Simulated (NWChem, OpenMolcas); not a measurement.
# BH2F (SMILES [H]B([H])F): the vertical ionisation energy, rung by rung

The species is BH2F (4 atoms), meant as a singlet with charge 0. SMILES: `[H]B([H])F`. The shape is that of a GFN2-xTB optimisation.

Quantity: the vertical ionisation energy (to the doublet cation), in eV. The values are calculated.

```
                             level                    kind     program  value (eV)  CPU time (all runs)
                         HF/STO-3G            Hartree–Fock  OpenMolcas        9.99                3.3 s
 HF/STO-3G, open shells restricted            Hartree–Fock  OpenMolcas       10.07                3.9 s
                      SVWN5/STO-3G                     LDA  OpenMolcas       10.11                7.5 s
                        PBE/STO-3G                     GGA  OpenMolcas       10.20                8.4 s
                     r2SCAN/STO-3G                meta-GGA  OpenMolcas       10.40                 11 s
                      B3LYP/STO-3G           global hybrid  OpenMolcas       10.57                9.8 s
                     M06-2X/STO-3G         hybrid meta-GGA  OpenMolcas           ?                 11 s
                       PBE0/STO-3G           global hybrid  OpenMolcas           ?                8.8 s
      HSE03 (NWChem form)/def2-SVP  range-separated hybrid      NWChem       12.36                9.3 s
FCI/STO-3G, open shells restricted      exact in the basis  OpenMolcas        9.84                9.1 s
```

(1) Estimate what the levels marked ? give.

Results:

(1) As computed at these levels: M06-2X/STO-3G: 10.79 eV; PBE0/STO-3G: 10.54 eV. The values span 9.84 to 12.36 eV. High-level rows in very small sets aren't better than simpler rows in larger ones. CPU times are rough (shared hosts, several kinds of processor): they show what a rung costs within a factor of a few.

The largest step comes from the basis rather than the rung: PBE0 gives 10.54 eV in STO-3G, while the closely related HSE03 reaches 12.36 eV in def2-SVP. Fixed minimal-basis functions cannot adapt to the polar B–F bond or the compact fluorine lone pairs. This probably leaves the neutral molecule too poorly bound relative to the cation, making electron removal too easy.

Within STO-3G, full CI lies below restricted open-shell Hartree–Fock, 9.84 against 10.07 eV. Correlation therefore favours the cation, whereas the loss of an electron pair on ionisation usually makes it favour the neutral. The likely cause is that a minimal set has few empty orbitals to describe dynamic pair correlation, but still lets the cation's valence hole mix and relax. Density functionals include dynamic correlation through the density, which may explain why they all lie above full CI. Their distance from that value is thus no clean measure of functional error.
